Six electron affinities are shown below without their elements. Which row belongs to which candidate, and how sure is each assignment? The affinity is the energy of the atom minus that of the anion, here from unrestricted Hartree-Fock (HF), second-order perturbation theory in the valence shell (MP2) and its spin-component-scaled variant (SCS-MP2). The anions H⁻, Li⁻, B⁻, C⁻ and Cl⁻ of the same series may serve as templates; their values, and the tabulated measured affinities of all rows, come with the labelled table further down.

Electron affinities of atoms of periods 1 to 3 with PySCF 2.14.0, as total energy of the atom minus that of the anion, each in its ground configuration. Real unrestricted determinants at highest spin, non-relativistic, point nucleus; aug-cc-pVTZ, for Al to Cl aug-cc-pV(T+d)Z. Valence means a frozen noble-gas core; the spin-orbit correction is not included in the energies. Candidates: S-, Al-, P-, Si-, O-, F-.

| row | HF (eV) | MP2 valence (eV) | SCS-MP2 valence (eV) | first-order spin-orbit correction (eV) |
| --- | --- | --- | --- | --- |
| A | 0.89 | 1.94 | 1.93 | 0.00 |
| B | -0.32 | 0.47 | 0.54 | 0.01 |
| C | 1.20 | 3.64 | 3.45 | -0.02 |
| D | 0.02 | 0.36 | 0.26 | 0.00 |
| E | 0.85 | 1.39 | 1.21 | -0.02 |
| F | -0.57 | 1.42 | 1.38 | 0.00 |

Size settles one row. Row C, at 3.64 eV in MP2, has by far the largest affinity, as suits the only candidate that closes a p shell, F⁻. Rows E and F lie only 0.03 eV apart in MP2, so size alone leaves them open. Their HF values, however, differ by 1.42 eV, which means that the two anions owe their binding to correlation in very different degrees.

That suggests reading the correlation gain $G = \mathrm{MP2} - \mathrm{HF}$, which is positive in every row. MP2 sums the correlation of opposite-spin pairs and of same-spin pairs with equal weight, while SCS-MP2 by definition weights them 6/5 and 1/3. With $O$ and $S$ the two contributions to the affinity, the columns can be unmixed exactly:

$$G = O + S,\qquad \mathrm{SCS}-\mathrm{HF} = \tfrac{6}{5}O + \tfrac{1}{3}S .$$

The same-spin share $S/G$ then tells what spin the added electron meets in the valence shell.

Hund filling predicts that share. The added p electron always meets one s electron of each spin. Up to p³ it is parallel to every p electron present; from p⁴ on it faces three antiparallel p electrons and is parallel only to those added since the shell was half full. The new pairs $(n_{ss}, n_{os})$, same-spin and opposite-spin, are therefore (2,1), (3,1), (1,4), (2,4), (3,4) for anions p² to p⁶. If a same-spin pair gains $r$ times as much as an opposite-spin pair,

$$\frac{S}{G} = \frac{r\,n_{ss}}{r\,n_{ss} + n_{os}} .$$

The overall strength of correlation cancels in this ratio, so the share should mark the group and not the period. Theory expects $r$ below one, since antisymmetry already keeps parallel electrons apart in HF and leaves less to correct. A fit to B⁻, C⁻ and Cl⁻ alone gives $r = 0.62$, an average over s and p partners that deserves no finer reading. The predicted share rises from 0.56 to 0.65 between p² and p³, falls to 0.13 at p⁴ and then climbs again.

Row B, which took no part in the fit, shows the procedure. Its two gains, and the split that follows, are

$$G = 0.47 + 0.32 = 0.79,\quad \mathrm{SCS}-\mathrm{HF} = 0.54 + 0.32 = 0.86,\quad O = \frac{0.86 - 0.79/3}{6/5 - 1/3} = 0.69\ \mathrm{eV}.$$

This leaves $S = 0.10$ eV and a share of 0.13, against $0.62/(0.62+4) = 0.13$ for p⁴. No other filling comes near, so row B is P⁻. The row also favours counting the s electron among the same-spin partners: a variant with p electrons only predicts a share of zero here.

The remaining shares fall into classes. Row C has 0.32, the value of the template Cl⁻, which confirms F⁻. Rows A and F, at 0.24 and 0.25, both match p⁵ and are O⁻ and S⁻ in some order. Rows D and E have shares above one half and are Al⁻ and Si⁻ in some order, which already separates the look-alikes E and F.

The order of D and E is only weakly fixed by the share. D has 0.57 and E 0.62, and the ranges allowed by rounding of the table overlap. Row E is also the worst case of the model: it lies 0.04 below the p³ prediction and only 0.06 above the p² one. A second clue is needed.

The spin-orbit column supplies it. This correction is outside the computed energies and refers them to the lowest fine-structure levels, between which the tabulated values run. With $\zeta$ the p-shell spin-orbit constant, the Landé rule lowers the ground level by $\zeta, \zeta, 0, \zeta/2, \zeta/2, 0$ for p¹ to p⁶. A half-filled anion has no such lowering while its atom has, so Si⁻ gets $-\zeta$; for Al⁻, O⁻ and S⁻ atom and anion nearly cancel; P⁻ alone gets a positive term. Row E shows −0.02 eV and row D 0.00, and row B has the only positive entry. First-order coupling is what the calculation itself applies, so the agreement labels the rows and does not test the physics.

HF agrees with E as Si⁻. The step from D to E is +0.83 eV, close to the +0.76 eV from B⁻ to C⁻. In both steps the nuclear charge rises by one and the added electron gains exchange with a second parallel p electron.

Rows A and F tie in share and in spin-orbit class, and only the size of the gain separates them. Dividing $G$ by the weighted count $r\,n_{ss}+n_{os}$ gives 0.38 eV per pair for row F and 0.20 eV for row A. Oxygen stands between C⁻ (0.29) and F⁻ (0.42), a range that holds row F and not row A.

Sulfur, in turn, stands between P⁻ (0.17) and Cl⁻ (0.21), which brackets row A. The standard argument is that the compact 2p shell crowds its electrons, so that both their repulsion in HF and the correction for it are larger than in 3p. The negative HF value of row F fits this; like that of row B it puts the anion above the neutral atom, although the measured anion is bound, so HF misses the correlation that binds it. Rows B, C, D and E are thus sure, each from two or more clues. A as S⁻ and F as O⁻ rest on interpolation along each period, with period 3 in the slightly larger aug-cc-pV(T+d)Z basis.

The rows with their labels:

| species | Z | electrons | configuration | final configuration | HF (eV) | MP2 valence (eV) | SCS-MP2 valence (eV) | first-order spin-orbit correction (eV) | tabulated (eV) | kind of the tabulated value |
| --- | --- | --- | --- | --- | --- | --- | --- | --- | --- | --- |
| H- | 1 | 2 | 1s2 | 1s1 | -0.33 | 0.44 | 0.59 | 0.00 | 0.754195 | measured |
| Li- | 3 | 4 | [He] 2s2 | [He] 2s1 | -0.12 | 0.35 | 0.44 | 0.00 | 0.618049 | measured |
| B- | 5 | 6 | [He] 2s2 2p2 | [He] 2s2 2p1 | -0.31 | 0.21 | 0.06 | 0.00 | 0.279723 | measured |
| C- | 6 | 7 | [He] 2s2 2p3 | [He] 2s2 2p2 | 0.45 | 1.27 | 0.98 | 0.00 | 1.26212 | measured |
| O- | 8 | 9 | [He] 2s2 2p5 | [He] 2s2 2p4 | -0.57 | 1.42 | 1.38 | 0.00 | 1.46111 | measured |
| F- | 9 | 10 | [Ne] | [He] 2s2 2p5 | 1.20 | 3.64 | 3.45 | -0.02 | 3.40119 | measured |
| Al- | 13 | 14 | [Ne] 3s2 3p2 | [Ne] 3s2 3p1 | 0.02 | 0.36 | 0.26 | 0.00 | 0.43283 | measured |
| Si- | 14 | 15 | [Ne] 3s2 3p3 | [Ne] 3s2 3p2 | 0.85 | 1.39 | 1.21 | -0.02 | 1.38952 | measured |
| P- | 15 | 16 | [Ne] 3s2 3p4 | [Ne] 3s2 3p3 | -0.32 | 0.47 | 0.54 | 0.01 | 0.746607 | measured |
| S- | 16 | 17 | [Ne] 3s2 3p5 | [Ne] 3s2 3p4 | 0.89 | 1.94 | 1.93 | 0.00 | 2.0771 | measured |
| Cl- | 17 | 18 | [Ar] | [Ne] 3s2 3p5 | 2.38 | 3.63 | 3.53 | -0.03 | 3.61273 | measured |

All six assignments hold: A = S⁻, B = P⁻, C = F⁻, D = Al⁻, E = Si⁻, F = O⁻. The model reproduces the six unfitted shares to 0.018 rms, and the output printed below lists every row. Within each group the shares differ by 0.023 at most, while the period-2 gain is 1.5 to 2 times that of period 3. The general notes to the data mention an unbound highest occupied orbital for F⁻, Al⁻ and P⁻, but the records of these runs carry no warning, so the remark is no finding about the HF and MP2 values used here.

The same filling explains the fall from Si⁻ to P⁻ despite the higher charge. The fourth p electron has no parallel p partner and must share an orbital, the standard pairing cost. HF puts the fall at 1.17 eV, MP2 at 0.92 eV and measurement at 0.64 eV, because the newly paired electrons can avoid each other only through correlation. MP2 recovers part of this and, spin-orbit term included, leaves P⁻ 0.27 eV below the tabulated value.

The pair count also predicts what scaling does; the share read from the table cannot, as it was itself drawn from the SCS-MP2 column. SCS-MP2 exceeds MP2 when $O/5 > 2S/3$, that is for shares below $0.2/(0.2+0.667) = 0.23$, so it raises P⁻, barely moves S⁻ and lowers the other four. The lowering helps F⁻, where MP2 overshoots (from 0.22 to 0.03 eV above the tabulated value), and harms Si⁻, which ends 0.20 eV too low. Closeness to measurement is no safe guide to the method: CCSD(T) in the same basis lies below MP2 for O⁻, so the good MP2 value there is partly a cancellation of errors.

The numbers show the split and its repetition down each group; that new pairs cause it is an argument. $O$ and $S$ are differences between two separately optimised determinants, so they also contain changes in the pairs already present, any spin contamination and the effect of the non-spherical shape that such determinants take in open p shells, none of which is tested here. For the non-spherical shape, the data makers' tests on other systems give a lowering of up to some tenths of an eV against restricted spherical determinants, as much as the smaller contributions split here. Both p³ anions fall below the model, Si⁻ by more than rounding allows. Whether the s and p partners need different weights, or the old pairs change more when the shell becomes half full, is a question for the individual pair energies.

The analysis program printed:

```
ion: MP2-HF, opposite-spin, same-spin (eV; rounding 0.010, 0.012, 0.014) | share +-rounding | pairs ss,os | model A, B | eV per weighted pair
H-   0.77  0.77  0.00 | 0.006 +-0.018 | 0,1 | 0.000 0.000 | 0.770
Li-  0.47  0.47  0.00 | 0.010 +-0.030 | 0,1 | 0.000 0.000 | 0.470
B-   0.52  0.23  0.29 | 0.564 +-0.022 | 2,1 | 0.555 0.512 | 0.231
C-   0.82  0.30  0.52 | 0.639 +-0.014 | 3,1 | 0.652 0.677 | 0.285
O-   1.99  1.48  0.51 | 0.254 +-0.006 | 2,4 | 0.238 0.208 | 0.379
F-   2.44  1.66  0.78 | 0.321 +-0.005 | 3,4 | 0.319 0.344 | 0.415
Al-  0.34  0.15  0.19 | 0.570 +-0.034 | 2,1 | 0.555 0.512 | 0.151
Si-  0.54  0.21  0.33 | 0.615 +-0.021 | 3,1 | 0.652 0.677 | 0.188
P-   0.79  0.69  0.10 | 0.129 +-0.016 | 1,4 | 0.135 0.000 | 0.171
S-   1.05  0.80  0.25 | 0.242 +-0.011 | 2,4 | 0.238 0.208 | 0.200
Cl-  1.25  0.85  0.40 | 0.323 +-0.009 | 3,4 | 0.319 0.344 | 0.213
(SCS-HF)/(MP2-HF), expected 1.2: H- 1.195, Li- 1.191
model A (s and p partners): r=0.62 from B-, C-, Cl-; rms fitted 0.009, unlabelled 0.018, worst Si- -0.037
model B (p partners only): r=1.05 from B-, C-, Cl-; rms fitted 0.039, unlabelled 0.068, worst P- +0.129
unlabelled row: closest candidates by share (distance) | SCS-MP2 eV | spin-orbit in zeta units, table eV
O-  O- 0.016, S- 0.016, F- 0.065 | -0.04 | +0.0 +0.00
F-  F- 0.002, O- 0.083, S- 0.083 | -0.19 | -0.5 -0.02
Al- Al- 0.015, Si- 0.082, F- 0.251 | -0.10 | +0.0 +0.00
Si- Si- 0.037, Al- 0.060, F- 0.296 | -0.18 | -1.0 -0.02
P-  P- 0.006, O- 0.109, S- 0.109 | +0.07 | +0.5 +0.01
S-  O- 0.004, S- 0.004, F- 0.077 | -0.01 | +0.0 +0.00
best of 720 by share: 0.018 all correct; 0.018 O- as S- S- as O-; 0.042 Al- as Si- Si- as Al-
12 fit the spin-orbit signs: 0.018 all correct; 0.018 O- as S- S- as O-; 0.182 F- as Si- Si- as F-
tie broken by giving period 2 the larger gain per pair: all correct
zeta implied, eV: C- 0.004, F- 0.034, Si- 0.016, P- 0.024, Cl- 0.069
gain ratio, share difference: B-/Al- 1.53 -0.007, C-/Si- 1.52 +0.023, O-/S- 1.90 +0.012, F-/Cl- 1.95 -0.002
steps in HF, MP2, SCS, tabulated (eV):
  B- to C-: +0.76 +1.06 +0.92 +0.98
  Al- to Si-: +0.83 +1.03 +0.95 +0.96
  Si- to P-: -1.17 -0.92 -0.67 -0.64
  P- to S-: +1.21 +1.47 +1.39 +1.33
  O- to F-: +1.77 +2.22 +2.07 +1.94
  Si- to O-: -1.42 +0.03 +0.17 +0.07
  Al- to P-: -0.34 +0.11 +0.28 +0.31
error in eV (value + spin-orbit - tabulated), order: H- Li- B- C- O- F- Al- Si- P- S- Cl-
HF  -1.08 -0.74 -0.59 -0.81 -2.03 -2.22 -0.41 -0.56 -1.06 -1.19 -1.26 | mean abs 1.09, worst F-
MP2 -0.31 -0.27 -0.07 +0.01 -0.04 +0.22 -0.07 -0.02 -0.27 -0.14 -0.01 | mean abs 0.13, worst H-
SCS -0.16 -0.18 -0.22 -0.28 -0.08 +0.03 -0.17 -0.20 -0.20 -0.15 -0.11 | mean abs 0.16, worst C-
CCSD(T)-MP2 eV: Li- +0.26, B- +0.02, C- -0.05, O- -0.09, Si- -0.00, S- +0.01
CCSD(T)+spin-orbit-tabulated eV: Li- -0.00, B- -0.05, C- -0.04, O- -0.13, Si- -0.02, S- -0.13
```
